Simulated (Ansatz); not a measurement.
## Sr: energy above lowest point and pressure against volume per atom

Results calculated with Ansatz 0.2.0 development build, not measured. Equation of state of a cubic crystal from periodic Kohn-Sham density functional theory without spin; pressure corrected for the finite basis.

Cell of the first row (space group Fm-3m, No. 225):
```
cell vectors (Å)
   0.0000     2.9341     2.9341
   2.9341     0.0000     2.9341
   2.9341     2.9341     0.0000
atoms (fractions of the cell vectors)
Sr  0.00000  0.00000  0.00000
```

Settings of every row: formula Sr; structure type fcc; functional r2SCAN; spin treatment none; k mesh 10x10x10; occupation method fermi-dirac; occupation width 0.1 eV; wave cutoff 500 eV; datasets soft-1 PAW; density cutoff ratio 4.

```csv
row,volume per atom (Å³),energy above lowest point (meV/atom),pressure (GPa)
1,50.518,31.05,1.691
2,52.165,?,?
3,53.813,6.62,0.722
4,55.46,1.33,0.314
5,57.107,0,-0.05
```

Question: what energy above lowest point and pressure should row 2 give?

Worked fit of energy above lowest point. Take u = (V_r/V)^(2/3) − 1 with V_r = 54.636 Å³ an atom, which is twice the finite (Eulerian) strain; such expansions in the strain, on which the Birch-Murnaghan equation of state is built, carry the rest volume and the bulk modulus. The shown rows have u = 0.05363, 0.01017, -0.00993, -0.02906. Least squares give energy above lowest point = 3.468 + 258.53 × u + 4770.7 × u² meV/atom; a straight line predicts inner rows, each left out in turn, worse (root mean square 4.9 against 0.084 meV/atom). The rows lie off it by 0.00, 0.03, -0.04, 0.02. Its lowest point lies at u = -0.0271, or V = 56.93 Å³ an atom, and the curvature there gives the bulk modulus at fixed shape and fractions, B = (4/9)(1 + u)² E″(u)/V = 11.3 GPa. The withheld row has u = 0.03134, so the fit gives 3.468 + 258.53 × (0.03134) + 4770.7 × (0.03134)² = 16.26 meV/atom.

The calculation gave 16.35 meV/atom. The fit lies 0.09 meV/atom (0.29 % of the column's range) below it; its largest miss of a shown row is 0.04 meV/atom.

Worked fit of pressure. Take u = (V_r/V)^(2/3) − 1 with V_r = 54.636 Å³ an atom, which is twice the finite (Eulerian) strain; such expansions in the strain, on which the Birch-Murnaghan equation of state is built, carry the rest volume and the bulk modulus. The shown rows have u = 0.05363, 0.01017, -0.00993, -0.02906. Least squares give pressure = 0.5124 + 20.276 × u + 31.71 × u² GPa; a straight line predicts inner rows, each left out in turn, worse (root mean square 0.033 against 0.00035 GPa). All shown rows lie on it to the printed digit. The pressure vanishes at u = -0.0264, or V = 56.87 Å³ an atom, and there the bulk modulus at fixed shape and fractions is B = −V dP/dV = (2/3)(1 + u) dP/du = 12.1 GPa. The withheld row has u = 0.03134, so the fit gives 0.5124 + 20.276 × (0.03134) + 31.71 × (0.03134)² = 1.179 GPa.

The calculation gave 1.179 GPa. The fit meets it to the printed digit.
